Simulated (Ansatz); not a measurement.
## Swapping F for I on Ge: the HOMO–LUMO gap

Gas-phase molecules. On one Ge centre, n of the F ligands are replaced by I. The HOMO–LUMO gap y in eV at wB97X-V/def2-TZVPP. Shapes: PBE0-D4/def2-TZVP. Programs: Ansatz 0.2.0.

| molecule | n | y (eV) |
| --- | --- | --- |
| GeF4 | 0 | 15.90 |
| GeI2F2 | 2 | 9.82 |
| GeI3F | 3 | ? |
| GeI4 | 4 | 8.53 |

Problem. Fit y = c + s·n to the known rows and predict GeI3F.

Solution. 
1. Means of the 3 rows: n = 2.00000, y = 11.417.
2. Σ(Δn)² = 8, Σ(Δn·Δy) = -14.74, so the slope is -14.74/8 = -1.8425.
3. Intercept: 11.417 − (-1.8425) × 2.00000 = 15.102. The largest residual of the fit is 1.60.
4. GeI3F: 15.102 + (-1.8425) × 3 = 9.57 eV.

The run gave 9.03 eV, so the prediction is off by +0.54 eV, within the largest residual. The step per swap drifts from -3.04 to -0.50 eV. Other levels give for GeI3F: B3LYP-D4/def2-TZVPP 4.34; PBE0-D4/def2-TZVPP 4.85 eV. Orbital gaps aren't excitation energies, and the LUMO depends on the basis. For atoms past krypton def2 sets carry core potentials with scalar relativity. Relativity is left out for Ge.

Replacing fluorine by iodine narrows the gap at every step listed, but most of the fall comes by GeI2F2, and the later swaps add little. This fits a change in the character of the HOMO. In GeF4 it consists of tightly bound F 2p lone pairs, whereas once iodine is present the much higher I 5p lone pairs should take over. Further iodines then mainly add lone-pair combinations of similar energy, while the weaker, less polar Ge–I bonds probably also lower the Ge–ligand σ* LUMO.

A straight line misses this saturation, so it overshoots for GeI3F; interpolating between GeI2F2 and GeI4 would have come closer. The slope is therefore an average over two regimes, not a constant effect per iodine. The far smaller gaps from the two global hybrids probably reflect their weaker long-range exact exchange, so the absolute gap is much less secure than the ordering within one functional. Without GeIF3, the data can't show how much of the initial drop belongs to the first iodine alone.
